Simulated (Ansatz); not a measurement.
A series in volume scale on Ba

Plane-wave DFT, scalar-relativistic PAW made under PBE with cores redone for the functional, no dispersion; the given relaxed cell is scaled uniformly, energy at zero smearing counts from the unscaled cell, pressure at the given Fermi-Dirac smearing is positive in compression. The results are calculated, by Ansatz 0.2.0.

The cell before it is scaled or strained (space group P6/mmm, No. 191):
```
CELL_PARAMETERS angstrom
6.98870 0.00000 0.00000
-3.49440 6.05240 0.00000
0.00000 0.00000 4.15970
ATOMIC_POSITIONS crystal
Ba 0.00000 0.00000 0.00000
Ba 0.33333 0.66667 0.50000
Ba 0.66667 0.33333 0.50000
```

Settings of every row: spin polarised no; functional PBEsol; wave cutoff 420 eV; smearing width 0.1 eV; k mesh 7x7x10.

Atom starting moment: 0 on all atoms.

Limits: no spin-orbit coupling, which can matter with elements this heavy; the cell comes from a prototype or a list of computed structures and needn't be the stable phase.

```
row  volume scale  V (Å³/atom)  pressure (GPa)  energy change per atom (meV)
  1          0.88       51.612            1.23                         23.97
  2          0.92       53.958               ?                             ?
  3          0.96       56.304            0.35                          2.07
  4          1.04       60.996           -0.33                          2.91
  5          1.08       63.342            -0.6                         10.17
  6          1.12       65.688           -0.84                         21.22
```

Question: what pressure should row 2 give?

Worked fit of pressure. Take u = (V_r/V)^(2/3) − 1 with V_r = 60.996 Å³ an atom, which is twice the finite (Eulerian) strain; such expansions in the strain, on which the Birch-Murnaghan equation of state is built, carry the rest volume and the bulk modulus. The shown rows have u = 0.11781, 0.05481, 0, -0.02485, -0.0482. Least squares give pressure = −0.326 + 11.431 × u + 15.13 × u² GPa; a straight line predicts inner rows, each left out in turn, worse (root mean square 0.05 against 0.0066 GPa). All shown rows lie on it to the printed digit. The pressure vanishes at u = 0.0275, or V = 58.56 Å³ an atom, and there the bulk modulus at fixed shape and fractions is B = −V dP/dV = (2/3)(1 + u) dP/du = 8.4 GPa. Letting shape and atoms relax would as a rule lower it, by much in layered, chain or molecular crystals. The withheld row has u = 0.08517, so the fit gives −0.326 + 11.431 × (0.08517) + 15.13 × (0.08517)² = 0.76 GPa.

The calculation gave 0.76 GPa. The fit meets it to the printed digit.

The other values of row 2: energy change per atom 9.81 meV.
